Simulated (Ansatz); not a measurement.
## W: pressure and energy change per atom against volume scale

Results calculated with Ansatz 0.2.0, not measured. Plane-wave DFT, scalar-relativistic PAW made under PBE with cores redone for the functional, no dispersion; the given relaxed cell is scaled uniformly, energy at zero smearing counts from the unscaled cell, pressure at the given Fermi-Dirac smearing is positive in compression.

The cell before it is scaled or strained (space group P6_3/mmc, No. 194):
```
cell vectors (Å)
   2.7454     0.0000     0.0000
  -1.3727     2.3776     0.0000
   0.0000     0.0000     9.6366
atoms (fractions of the cell vectors)
W   1.00000  1.00000  0.00000
W   1.00000  0.00000  0.50000
W   0.33333  0.66667  0.25000
W   0.66667  0.33333  0.75000
```

Settings of every row: spin polarised no; functional LDA; wave cutoff 420 eV; smearing width 0.1 eV; k mesh 15x15x4.

Atom starting moment: 0 on all atoms.

Limits: all rows lie far from zero pressure; no spin-orbit coupling, which can matter with elements this heavy; the cell comes from a prototype or a list of computed structures and needn't be the stable phase.

```
row  volume scale  V (Å³/atom)  pressure (GPa)  energy change per atom (meV)
  1          0.88       13.839           50.98                         267.4
  2          0.92       14.468           30.43                        109.71
  3          0.96       15.097           13.62                         24.97
  4          1.04       16.355               ?                             ?
  5          1.08       16.984          -20.58                         88.01
  6          1.12       17.613          -28.05                        184.67
```

Question: what pressure and energy change per atom should row 4 give?

Worked fit of pressure. Take u = (V_r/V)^(2/3) − 1 with V_r = 15.097 Å³ an atom, which is twice the finite (Eulerian) strain; such expansions in the strain, on which the Birch-Murnaghan equation of state is built, carry the rest volume and the bulk modulus. The shown rows have u = 0.05972, 0.02878, 0, -0.07551, -0.09766. Least squares give pressure = 13.626 + 549.46 × u + 1262.8 × u² GPa; a straight line predicts inner rows, each left out in turn, worse (root mean square 3.3 against 0.097 GPa). The rows lie off it by 0.04, -0.06, -0.01, 0.08, -0.06 (root mean square 0.055 GPa). The pressure vanishes at u = -0.0264, or V = 15.72 Å³ an atom, and there the bulk modulus at fixed shape and fractions is B = −V dP/dV = (2/3)(1 + u) dP/du = 313 GPa. Letting shape and atoms relax would as a rule lower it, by much in layered, chain or molecular crystals. The withheld row has u = -0.05196, so the fit gives 13.626 + 549.46 × (-0.05196) + 1262.8 × (-0.05196)² = -11.51 GPa.

The calculation gave -11.4 GPa. The fit lies 0.11 GPa (0.14 % of the column's range) below it; its largest miss of a shown row is 0.08 GPa.

Worked fit of energy change per atom. Take u = (V_r/V)^(2/3) − 1 with V_r = 15.097 Å³ an atom, which is twice the finite (Eulerian) strain; such expansions in the strain, on which the Birch-Murnaghan equation of state is built, carry the rest volume and the bulk modulus. The shown rows have u = 0.05972, 0.02878, 0, -0.07551, -0.09766. Least squares give energy change per atom = 25.039 + 1898.22 × u + 36176.3 × u² meV; a straight line predicts inner rows, each left out in turn, worse (root mean square 95 against 0.13 meV). The rows lie off it by -0.02, 0.08, -0.07, 0.04, -0.02 (root mean square 0.052 meV). Its lowest point lies at u = -0.0262, or V = 15.71 Å³ an atom, and the curvature there gives the bulk modulus at fixed shape and fractions, B = (4/9)(1 + u)² E″(u)/V = 311 GPa. Letting shape and atoms relax would as a rule lower it, by much in layered, chain or molecular crystals. The withheld row has u = -0.05196, so the fit gives 25.039 + 1898.22 × (-0.05196) + 36176.3 × (-0.05196)² = 24.08 meV.

The calculation gave 23.99 meV. The fit lies 0.09 meV (0.037 % of the column's range) above it; its largest miss of a shown row is 0.08 meV.
